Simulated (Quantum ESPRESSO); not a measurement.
# Convergence of ε∞ with the k mesh in zinc-blende SiC (LDA linear response): exponential from 4×4×4, within 1 % at 12×12×12

We calculate the electronic dielectric constant ε∞ of zinc-blende SiC at fixed cell on six Γ-centred k meshes, and measure each value against 6.869, the result on the 16×16×16 mesh. The use we have in mind is a quarter-wave SiC layer for light of 1550 nm, whose thickness follows from the refractive index n = √ε∞.

Our brief sets three limits. The mesh may shift ε∞ by at most 1 %, it may shift the layer thickness by at most 1 nm, and the run may take at most 200 core-seconds. The first two limits concern only the sampling of the Brillouin zone. The error of LDA itself is carried separately, since no mesh removes it.

## Computational details

One crystal, SiC (zinc-blende) (known phase (3C)), relaxed once; then the Γ-centred k mesh alone was changed at fixed cell. Program: Quantum ESPRESSO 7.5, plane waves, LDA, PseudoDojo norm-conserving potentials, scalar-relativistic, no spin-orbit coupling, no spin; linear response at the zone centre. Plane-wave runs: cutoff 1116 eV; k meshes with a least product of divisions and cell-vector length from 6 to 37 Å; fixed occupations. Times are rough, from shared x86 server processors.

Notes on method and selection:

- In a crystal with a gap, sums over a regular mesh converge exponentially, more slowly the smaller the direct gap.
- The densest mesh need not be converged, which bends the last points down.
- Runs that did not converge, have known faults or may not be shown are not listed, and runs on Ansatz's PAW sets soft_1 and soft_2 are kept to separate tables.

Columns:

- k-mesh length (Å): k-mesh length, the least over the axes of divisions times cell-vector length.
- excess of ε∞: ε∞ minus its value 6.869 on the densest mesh run (16×16×16).
- ε∞: electronic dielectric constant ε∞, a third of the trace.
- highest mode (cm⁻¹): highest zone-centre mode, no sum rule, no LO-TO term.
- cost (core-s): processor time, shared machines, rough.

Input lines of one member:

```
phonons
&INPUTPH
  prefix = 'x'
  outdir = './tmp'
  fildyn = 's.dyn'
  tr2_ph = 1.0d-18
  epsil  = .true.
/
0.000000000000 0.000000000000 0.000000000000
```

Command (options for logging and memory left out): `OMP_NUM_THREADS=1 mpirun -n 4 ph.x -nk 4 -in ph.in > ph.out`

## Table of results

| member | k-mesh length (Å) | excess of ε∞ | ε∞ | highest mode (cm⁻¹) | cost (core-s) |
| --- | --- | --- | --- | --- | --- |
| k 2×2×2 | 6.1 | 13.58 | 20.448 | 813.0 | 21 |
| k 3×3×3 | 9.2 | 5.097 | 11.966 | 805.0 | 21 |
| k 4×4×4 | 12.2 | 2.444 | 9.313 | 801.0 | 27 |
| k 6×6×6 | 18.4 | 0.5960 | 7.465 | 798.7 | 45 |
| k 8×8×8 | 24.5 | 0.1520 | 7.021 | 798.4 | 64 |
| k 12×12×12 | 36.7 | 0.00900 | 6.878 | 798.3 | 130 |

## Why the values move as they do

The error of ε∞ is positive on every mesh listed and falls exponentially from 4×4×4 onwards. Going from 4 to 6 divisions reduces it by a factor 2.444 / 0.5960 = 4.10, and from 6 to 8 by 0.5960 / 0.1520 = 3.92. The step from 8 to 12 gives 0.1520 / 0.00900 = 16.9, or 4.1 for each two divisions. Between 12.2 and 36.7 Å the mean decay rate is ln(2.444 / 0.00900) / 24.5 = 0.229 per Å, so about 10 Å of extra mesh length buys a factor of ten.

A power law does not fit. The local exponent, ln(error ratio) / ln(ratio of divisions), is 2.4 between the two coarsest meshes and 7.0 between 8×8×8 and 12×12×12.

The reason lies in the sum over k. In a crystal with a gap the summed quantity is smooth and periodic in k, so its Fourier components die off exponentially with distance in real space. A regular mesh miscounts only the components at distances of about the mesh length and beyond. A smaller direct gap makes the summed quantity sharper in k and the decay slower.

The positive sign may come from the large weight that coarse Γ-centred meshes give to the zone centre, if the response there exceeds the zone average. The Born effective charges carry a related sampling error: their sum over the atoms, which should vanish, is far from zero on the coarsest meshes and shrinks alongside the error of ε∞.

The highest mode is much less sensitive. At 4×4×4 it lies 801.0 − 798.3 = 2.7 cm⁻¹ above its 12×12×12 value, or 0.3 %, while ε∞ is still 2.444 / 6.869 = 36 % too high. Small direct gaps enter ε∞ with a high inverse power, which makes it the harder quantity to sample.

## Members off the line

The 2×2×2 mesh lies above the exponential. Carried back from 4×4×4 at 0.229 per Å, the line gives an error of 2.444 × exp(0.229 × 6.1) = 9.9, against 13.58 in the table. At so short a length several groups of Fourier components contribute together, and the more distant ones fade faster, which steepens the start. Its ε∞ of 20.448 is a sampling artefact, three times the reference, and says nothing about SiC.

The 12×12×12 point depends on how well the reference is converged. If the last factor of 16.9 repeats over the next four divisions, the 16×16×16 value is still too high by 0.009 / 16.9 = 0.0005. That is about the rounding of the printed ε∞, so the last point can be trusted for the 1 % question.

## Computational cost

Going from 4×4×4 to 12×12×12 takes 130 / 27 = 4.8 times the processor time and reduces the error of ε∞ by a factor 2.444 / 0.009 = 270. The full mesh grows 27-fold over the same step. Symmetry removes many of the added points, and a fixed start-up share probably explains why the two coarsest runs both take 21 core-seconds.

Saving time with a coarse mesh is therefore a bad bargain here. Extrapolating to the dense limit from 4, 6 and 8 divisions, as done in the next section, needs three runs, which cost 27 + 45 + 64 = 136 core-seconds together, about as much as the single 12×12×12 run. Extrapolation is worthwhile mainly when those runs already exist or when a denser mesh does not fit in memory.

## Meeting the brief

One per cent of the reference is 0.01 × 6.869 = 0.069. The quarter-wave thickness is d = λ / (4n), with n = √ε∞ and λ = 1550 nm. The reference gives n = √6.869 = 2.621 and d = 1550 / (4 × 2.621) = 147.8 nm.

- **2×2×2, 3×3×3 and 4×4×4** fail by a wide margin, with errors of ε∞ from 13.58 / 6.869 = 198 % down to 36 %.
- **6×6×6** is 0.5960 / 6.869 = 8.7 % too high. It gives n = √7.465 = 2.732 and d = 1550 / (4 × 2.732) = 141.8 nm, which is 6.0 nm too thin.
- **8×8×8** is 0.1520 / 6.869 = 2.2 % too high. It gives n = √7.021 = 2.650 and d = 1550 / (4 × 2.650) = 146.2 nm, which is 1.6 nm too thin.
- **12×12×12** is 0.009 / 6.869 = 0.13 % too high. It gives n = √6.878 = 2.623 and d = 1550 / (4 × 2.623) = 147.7 nm, within about 0.1 nm of the reference, at 130 core-seconds.

We pick 12×12×12, the only listed mesh that meets all three limits; if several did, the cheapest would be preferred. The runner-up is 8×8×8, which would win if the brief allowed 3 % in ε∞ and 2 nm in thickness.

A 10×10×10 run could also overturn the pick. Interpolating with a factor of 4.1 for two divisions, we expect an error of 0.1520 / 4.1 = 0.037, or 0.5 %.

The exponential form also allows a correction from equally spaced meshes. From 4, 6 and 8 divisions the successive drops are 9.313 − 7.465 = 1.848 and 7.465 − 7.021 = 0.444. The estimated limit is 7.021 − 0.444² / (1.848 − 0.444) = 6.881, only 0.012 above the reference.

LDA typically puts ε∞ of semiconductors too high by roughly 5 to 10 %. This makes n too high by about half that percentage and the designed layer too thin by roughly 4 to 7 nm. The chosen mesh therefore settles the LDA value, while a layer to be grown needs a measured index.

## Conclusions

For zinc-blende SiC the error of ε∞ falls about fourfold for every two added divisions, tested from 4×4×4 to 12×12×12. The rate belongs to this crystal; a material with a smaller direct gap will generally need a longer mesh. A converged phonon frequency is no evidence that ε∞ is converged.

No omitted effect rivals the full spread of the table, which the coarsest meshes dominate. Several still exceed the 0.13 % left at 12×12×12. Correcting the LDA gap and response would lower ε∞ by the several per cent carried above. The finite frequency of 1550 nm light would raise the electronic part by roughly 1 %, and the lattice response, which is negative above the phonon frequencies, would offset part of that rise.

[Logs are printed without paths, hosts, clocks, repeated set-up lines and the standing remarks that a program may print on its own settings, such as how far it seeks lower states.]
